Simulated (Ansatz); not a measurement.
# Group exchange: C2H7NSi + C2H10OSi2 → C2H9NSi2 + C2H8OSi

Species: C2H7NSi `C=C[SiH2]N`, singlet; C2H10OSi2 `O[SiH2]CC[SiH3]`, singlet; C2H9NSi2 `C=C[SiH2]N[SiH3]`, singlet; C2H8OSi `CC[SiH2]O`, singlet. The partners trade H for SiH3: N–H and C–SiH3 bonds give way to N–SiH3 and C–H.

Shapes, held fixed at every level: PBE0-D4/def2-TZVP. Flexible molecules stand in one conformer, not always the lowest. Programs: Ansatz 0.2.0. The zero-point and thermal change to 298 K, harmonic and unscaled (PBE0-D4/def2-TZVP), is +2.4 kJ/mol.

| level | kind | ΔH(298 K) (kJ/mol) | less CCSD(T)/CBS estimate |
| --- | --- | --- | --- |
| HF/def2-SVP | Hartree–Fock | -76.4 | -11.8 |
| SPW92/def2-TZVPP | LDA | -48.5 | +16.1 |
| BHLYP-D4/def2-TZVPP | global hybrid | -67.8 | -3.2 |
| wB97M-V/def2-TZVPP | range-separated hybrid | -61.2 | +3.4 |
| wB97X-V/def2-TZVPP | range-separated hybrid | -61.9 | +2.7 |
| MP2/def2-SVP | perturbation theory | -63.9 | +0.7 |
| CCSD/def2-TZVPP | coupled cluster or CI | -67.1 | -2.5 |
| CCSD(T)/CBS estimate | coupled cluster or CI | -64.6 | 0.0 |

The highest level, CCSD(T)/CBS estimate, gives ΔH(298 K) = -64.6 kJ/mol; the levels span -76.4 to -48.5. The column of differences is taken from that level and isn't an error. No measured value is set beside it here. The CBS estimate extrapolates MP2 from def2-TZVPP and def2-QZVPP and adds CCSD(T) − MP2 in the triple-zeta set, cores frozen.

Transferring the silyl group from carbon to nitrogen is clearly exothermic, with -64.6 kJ/mol at the highest level and the same sign at every other. The thermal term of +2.4 kJ/mol is minor, so the driving force is electronic. Silicon is electropositive and gains more from a polar bond to nitrogen than from the less polar one to carbon, while hydrogen moves the other way into a strong C–H bond. Delocalisation of the nitrogen lone pair into σ* orbitals on the two silicon centres probably adds to the stability of the disilazane unit.

In the same small basis, going from Hartree–Fock to MP2 changes the enthalpy from -76.4 to -63.9 kJ/mol, so correlation favours the reactant side, perhaps because the mean-field description exaggerates the advantage of the polar Si–N bond. The near agreement of that MP2 value with the highest level probably owes something to cancellation between basis-set and correlation errors. The reaction enthalpy alone doesn't separate the Si–N gain from the C–H gain.
